**Energy-loss spectrum of compressed silicon at finite momentum transfer**

The table holds the loss function −Im(1/ε) against energy for diamond Si at 0.92 of its volume and q = 0.44 Å⁻¹, from Yambo RPA on PBE states with 29 bands and 0.5 eV damping. The program tests a free-electron plasmon with dispersion, a damped-oscillator line shape fitted to rows 6–14, two sum rules and a damping-only control oscillator. The parameter-free estimate of 17.92 eV lies within one grid step of the computed maximum at 18.09 eV, and the fitted width of about 4.7 eV far exceeds what the damping alone gives. The line shape fails below about 7 eV and in the tail, where row 1 and rows 24–30 match a time-ordered damping wing and the drop at 41–47 eV may mark the end of the band sum.

Yambo 5.3.0, RPA loss function on Quantum ESPRESSO PBE states for diamond-structure silicon at 0.92 of its volume, with q = (0, 0, 0.21429) in units of the reciprocal lattice vectors. SG15 PBE 1.2 potentials, wave cutoff 952.4 eV, 14×14×14 k-mesh, 29 bands, screening block 3 Ry, damping 0.5 eV, no spin-orbit coupling or quasiparticle correction.

## Program and output

```python
# Table: loss function -Im(1/eps) vs energy (eV) of diamond Si at 0.92 volume, q = 3/14 G, Yambo RPA on PBE states.
# Tested: free-electron plasmon with dispersion, damped-plasmon line shape, sum rules, damping and band-cutoff artefacts.
T = {
    'row': [1, 2, 3, 4, 5, 6, 7, 8, 9, 10, 11, 12, 13, 14, 15, 16, 17, 18, 19, 20, 21, 22, 23, 24, 25, 26, 27, 28, 29, 30],
    'loss_function': [0.011, 0.017, 0.036, 0.076, 0.158, 0.273, 0.454, 0.984, 2.049, 3.115, 2.03, 0.817, 0.391, 0.207, 0.137, 0.096, 0.081, 0.069, 0.053, 0.044, 0.038, 0.026, 0.019, 0.014, 0.012, 0.011, 0.01, 0.009, 0.008, 0.007],
    'loss_energy': [0.0, 2.11, 3.92, 6.03, 8.14, 10.25, 12.06, 14.17, 16.28, 18.39, 20.2, 22.31, 24.42, 26.53, 28.34, 30.45, 32.56, 34.67, 36.48, 38.59, 40.7, 42.81, 44.62, 46.73, 48.84, 50.95, 52.76, 54.87, 56.98, 59.1],  # eV
}
import numpy as np
from scipy import constants as c
from scipy.optimize import least_squares
from scipy.integrate import trapezoid
E = np.array(T['loss_energy'], float); L = np.array(T['loss_function'], float); R = np.array(T['row'], int)
# settings and further outputs of the same run
h, scale, eta, nb, ne = 2.647, 0.92, 0.5, 29, 8
peak, eabs, eps0, eps_ip, step = 18.09045, 5.728643, 6.99478, 7.750684, 60/199
cell = h*(np.ones((3, 3)) - np.eye(3)); V = abs(np.linalg.det(cell))
q = 3/14*np.linalg.norm(2*np.pi*np.linalg.inv(cell).T[2])
h2m = c.hbar**2/c.m_e/c.e*1e20  # eV A^2
plasma = lambda v: c.hbar*np.sqrt(ne/v*1e30*c.e**2/(c.epsilon_0*c.m_e))/c.e
Ep = plasma(V); kF = (3*np.pi**2*ne/V)**(1/3); EF = h2m*kF**2/2
Eq = np.sqrt(Ep**2 + 0.6*(h2m*kF*q)**2 + (h2m*q*q/2)**2); E1 = Ep/np.sqrt(1 - 1/eps0)
print(f"cell {V:.2f} A^3, q {q:.3f} 1/A, kF {kF:.3f} 1/A, EF {EF:.2f} eV, grid step {step:.2f} eV")
print(f"free-electron Ep {Ep:.2f} eV; unscaled volume {plasma(V/scale):.2f} eV; shift {Ep-plasma(V/scale):.2f} eV")
print(f"with dispersion {Eq:.2f} eV (shift {Eq-Ep:.2f}); single pole from static eps {E1:.2f} eV")
print(f"model - run maximum {peak:.2f} eV: Ep {Ep-peak:+.2f}, dispersed {Eq-peak:+.2f}, single pole {E1-peak:+.2f} eV")
print(f"free-gas pair continuum at this q ends at {h2m*(q*q/2+q*kF):.2f} eV")
print(f"local fields: static eps {eps_ip:.2f} -> {eps0:.2f} ({100*(eps0/eps_ip-1):.1f} %)")
i = int(np.argmax(L)); hm = L[i]/2
lo = np.interp(hm, L[:i+1], E[:i+1]); hi = np.interp(hm, L[i:][::-1], E[i:][::-1])
print(f"highest row {R[i]}; half height at {lo:.2f} and {hi:.2f} eV, FWHM {hi-lo:.1f} eV (linear interpolation)")
dl = lambda x, E0, G, s=1.0: s*Ep**2*x*G/((x*x - E0**2)**2 + (x*G)**2)
m = L > 0.2; g = np.linspace(10, 30, 4001); fits = []
for name, p0 in (("S = Ep^2", [18, 5]), ("S free", [18, 5, 1])):
    f = least_squares(lambda p: np.log(dl(E[m], *p)/L[m]), p0); y = dl(g, *f.x); fits.append(f.x)
    s = f.x[2] if len(f.x) > 2 else 1.0
    print(f"plasmon fit rows {R[m][0]}-{R[m][-1]}, {name}: E0 {f.x[0]:.2f} eV, width {f.x[1]:.2f} eV, S/Ep^2 {s:.2f},")
    print(f"   maximum {y.max():.2f} at {g[y.argmax()]:.2f} eV, rms error {100*np.sqrt(np.mean(f.fun**2)):.1f} %")
D = Ep/np.sqrt(eps0 - 1)
def osc(x, sg):  # sg = -1 time-ordered, +1 retarded; only the numerical damping
    e = 1 + Ep**2/(2*D)*(1/(D - x - 1j*eta) + 1/(D + x + sg*1j*eta))
    return e.imag/abs(e)**2
print(f"damping-only oscillator at {D:.2f} eV (from Ep and static eps), eta {eta} eV:")
W = {}
for name, sg in (("time-ordered", -1), ("retarded", 1)):
    y = osc(g, sg); a = g[y > y.max()/2]; W[sg] = a[-1] - a[0]
    print(f"   {name}: height {y.max():.1f}, FWHM {W[sg]:.1f} eV, loss at rows 1, 25, 30: "
          + ", ".join(f"{abs(osc(E[k], sg)):.4f}" for k in (0, 24, 29)))
print(f"   row 1 with the transition at {eabs:.2f} eV instead: {(eps0-1)*eta/(eabs*eps0**2):.4f} (table {L[0]:.3f})")
M = dl(E, *fits[0]); O = osc(E, -1); err = 100*(M/L - 1)
print("row, E (eV), table, plasmon fit S = Ep^2, error %, damping-only time-ordered; rounding 0.0005")
cellstr = lambda k: f"{R[k]:2d} {E[k]:5.2f} {L[k]:.3f} {M[k]:.3f} {err[k]:+4.0f} {O[k]:.3f}"
for k in range(15):
    print(cellstr(k) + "  |  " + cellstr(k + 15))
w = np.argsort(-abs(err))[:5]
print("worst rows of the fit: " + ", ".join(f"{R[k]} ({err[k]:+.0f} %)" for k in w))
print("slope dlnL/dlnE: table +- rounding, plasmon fit, damping-only")
for a, b in ((12, 16), (16, 21), (21, 24), (25, 30)):
    a -= 1; b -= 1; d = np.log(E[b]/E[a])
    print(f"   rows {a+1}-{b+1}: {np.log(L[b]/L[a])/d:.2f} +- {0.0005*(1/L[a]+1/L[b])/d:.2f}, {np.log(M[b]/M[a])/d:.2f}, {np.log(O[b]/O[a])/d:.2f}")
top = h2m/2*(6*np.pi**2*nb/V)**(2/3)
print(f"free-electron top of {nb} bands: {top:.0f} eV above band bottom, {top-EF:.0f} eV above EF")
F = lambda k: trapezoid((E*L)[:k], E[:k])/(np.pi/2*Ep**2)
print(f"f-sum fraction up to rows 7, 14, 21, 30: {F(7):.2f}, {F(14):.2f}, {F(21):.2f}, {F(30):.2f}")
I = trapezoid(L[1:]/E[1:], E[1:])/(np.pi/2)
print(f"(2/pi) int L/E from row 2: {I:.3f}; 1 - 1/eps {1-1/eps0:.3f}; ratio {I/(1-1/eps0):.2f}")
assert R[i] == 10 and E[i-1] < peak < E[i]
assert abs(Eq - peak) < step < abs(Ep - peak)
assert 0.8 < F(30) < 1.1
assert hi - lo > 2*max(W.values())
```

Printed output:

```
cell 37.09 A^3, q 0.441 1/A, kF 1.855 1/A, EF 13.11 eV, grid step 0.30 eV
free-electron Ep 17.24 eV; unscaled volume 16.54 eV; shift 0.70 eV
with dispersion 17.92 eV (shift 0.68); single pole from static eps 18.63 eV
model - run maximum 18.09 eV: Ep -0.85, dispersed -0.17, single pole +0.54 eV
free-gas pair continuum at this q ends at 6.97 eV
local fields: static eps 7.75 -> 6.99 (-9.8 %)
highest row 10; half height at 15.31 and 21.02 eV, FWHM 5.7 eV (linear interpolation)
plasmon fit rows 6-14, S = Ep^2: E0 18.19 eV, width 4.71 eV, S/Ep^2 1.00,
   maximum 3.49 at 18.04 eV, rms error 7.4 %
plasmon fit rows 6-14, S free: E0 18.18 eV, width 4.80 eV, S/Ep^2 0.97,
   maximum 3.33 at 18.02 eV, rms error 6.9 %
damping-only oscillator at 7.04 eV (from Ep and static eps), eta 0.5 eV:
   time-ordered: height 10.6, FWHM 1.5 eV, loss at rows 1, 25, 30: 0.0087, 0.0124, 0.0076
   retarded: height 16.0, FWHM 1.0 eV, loss at rows 1, 25, 30: 0.0000, 0.0035, 0.0018
   row 1 with the transition at 5.73 eV instead: 0.0107 (table 0.011)
row, E (eV), table, plasmon fit S = Ep^2, error %, damping-only time-ordered; rounding 0.0005
 1  0.00 0.011 0.000 -100 0.009  |  16 30.45 0.096 0.113  +18 0.061
 2  2.11 0.017 0.028  +63 0.010  |  17 32.56 0.081 0.082   +1 0.046
 3  3.92 0.036 0.055  +53 0.012  |  18 34.67 0.069 0.062  -10 0.036
 4  6.03 0.076 0.097  +27 0.019  |  19 36.48 0.053 0.050   -6 0.030
 5  8.14 0.158 0.160   +1 0.031  |  20 38.59 0.044 0.039  -11 0.025
 6 10.25 0.273 0.269   -1 0.055  |  21 40.70 0.038 0.032  -16 0.021
 7 12.06 0.454 0.450   -1 0.100  |  22 42.81 0.026 0.026   +0 0.018
 8 14.17 0.984 0.930   -5 0.240  |  23 44.62 0.019 0.022  +17 0.016
 9 16.28 2.049 2.237   +9 0.890  |  24 46.73 0.014 0.019  +34 0.014
10 18.39 3.115 3.409   +9 9.463  |  25 48.84 0.012 0.016  +33 0.012
11 20.20 2.030 1.883   -7 2.124  |  26 50.95 0.011 0.014  +25 0.011
12 22.31 0.817 0.803   -2 0.490  |  27 52.76 0.010 0.012  +22 0.010
13 24.42 0.391 0.408   +4 0.216  |  28 54.87 0.009 0.011  +18 0.009
14 26.53 0.207 0.240  +16 0.124  |  29 56.98 0.008 0.009  +16 0.008
15 28.34 0.137 0.165  +20 0.086  |  30 59.10 0.007 0.008  +17 0.008
worst rows of the fit: 1 (-100 %), 2 (+63 %), 3 (+53 %), 24 (+34 %), 25 (+33 %)
slope dlnL/dlnE: table +- rounding, plasmon fit, damping-only
   rows 12-16: -6.88 +- 0.02, -6.29, -6.69
   rows 16-21: -3.19 +- 0.06, -4.38, -3.68
   rows 21-24: -7.23 +- 0.35, -3.80, -2.95
   rows 25-30: -2.83 +- 0.59, -3.50, -2.58
free-electron top of 29 bands: 49 eV above band bottom, 36 eV above EF
f-sum fraction up to rows 7, 14, 21, 30: 0.03, 0.81, 0.89, 0.92
(2/pi) int L/E from row 2: 0.843; 1 - 1/eps 0.857; ratio 0.98
```
